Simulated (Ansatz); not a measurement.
## Ligand exchange: GeH2(CH3)(SH) + B(SH)3 → GeH2(SH)2 + B(CH3)(SH)2

Species: GeH2(CH3)(SH), singlet; B(SH)3, singlet; GeH2(SH)2, singlet; B(CH3)(SH)2, singlet. The partners trade CH3 for SH: Ge–CH3 and B–SH bonds give way to Ge–SH and B–CH3.

Shapes, held fixed at every level: PBE0-D4/def2-TZVP. Flexible molecules stand in one conformer, not always the lowest. Programs: Ansatz 0.2.0. Electronic energies: no zero-point or thermal term.

```json
{"level": "HF/def2-TZVPP", "kind": "Hartree–Fock", "ΔE (kJ/mol)": "-14.8", "less CCSD(T)/def2-TZVPP": "-11.2"}
{"level": "PBE-D4/def2-TZVPP", "kind": "GGA", "ΔE (kJ/mol)": "-7.2", "less CCSD(T)/def2-TZVPP": "-3.6"}
{"level": "B3LYP-D4/def2-TZVPP", "kind": "global hybrid", "ΔE (kJ/mol)": "-9.0", "less CCSD(T)/def2-TZVPP": "-5.4"}
{"level": "PBE0-D4/def2-TZVPP", "kind": "global hybrid", "ΔE (kJ/mol)": "-7.8", "less CCSD(T)/def2-TZVPP": "-4.2"}
{"level": "wB97M-V/def2-TZVPP", "kind": "range-separated hybrid", "ΔE (kJ/mol)": "-8.2", "less CCSD(T)/def2-TZVPP": "-4.6"}
{"level": "B2PLYP/def2-TZVPP", "kind": "double hybrid", "ΔE (kJ/mol)": "-7.1", "less CCSD(T)/def2-TZVPP": "-3.5"}
{"level": "MP2/def2-TZVPP", "kind": "perturbation theory", "ΔE (kJ/mol)": "-0.3", "less CCSD(T)/def2-TZVPP": "+3.3"}
{"level": "CCSD(T)/def2-TZVPP", "kind": "coupled cluster or CI", "ΔE (kJ/mol)": "-3.6", "less CCSD(T)/def2-TZVPP": "0.0"}
```

The highest level, CCSD(T)/def2-TZVPP, gives ΔE = -3.6 kJ/mol; the levels span -14.8 to -0.3. That is about zero within the method's error. The column of differences is taken from that level and isn't an error. No measured value is set beside it here. Relativity is left out for Ge. Outer-core shells of Ge are correlated in most correlated rows, in sets that cover them unevenly.

The exchange is close to thermoneutral: methyl and thiolate have almost the same relative preference for germanium as for boron. The bond types are exchanged rather than lost, so most of the large individual bond energies cancel. Germanium and boron are also similar in electronegativity, which leaves little drive from bond polarity.

Boron does give up one sulfur lone-pair donor into its empty p orbital, but the two remaining thiolates can donate more strongly, so the loss is probably modest. On germanium, a second thiolate may bring some compensation through delocalisation of sulfur lone pairs into the neighbouring Ge–S antibonding orbital.

Hartree–Fock favours the products most, at -14.8 kJ/mol, while MP2 brings the balance to -0.3 and coupled cluster falls between them. Correlation thus favours the reactant side, and MP2 overshoots that shift, possibly because it overestimates correlation involving the polarisable sulfur lone pairs. Reaction energies alone don't separate π donation at boron from the changes at germanium.
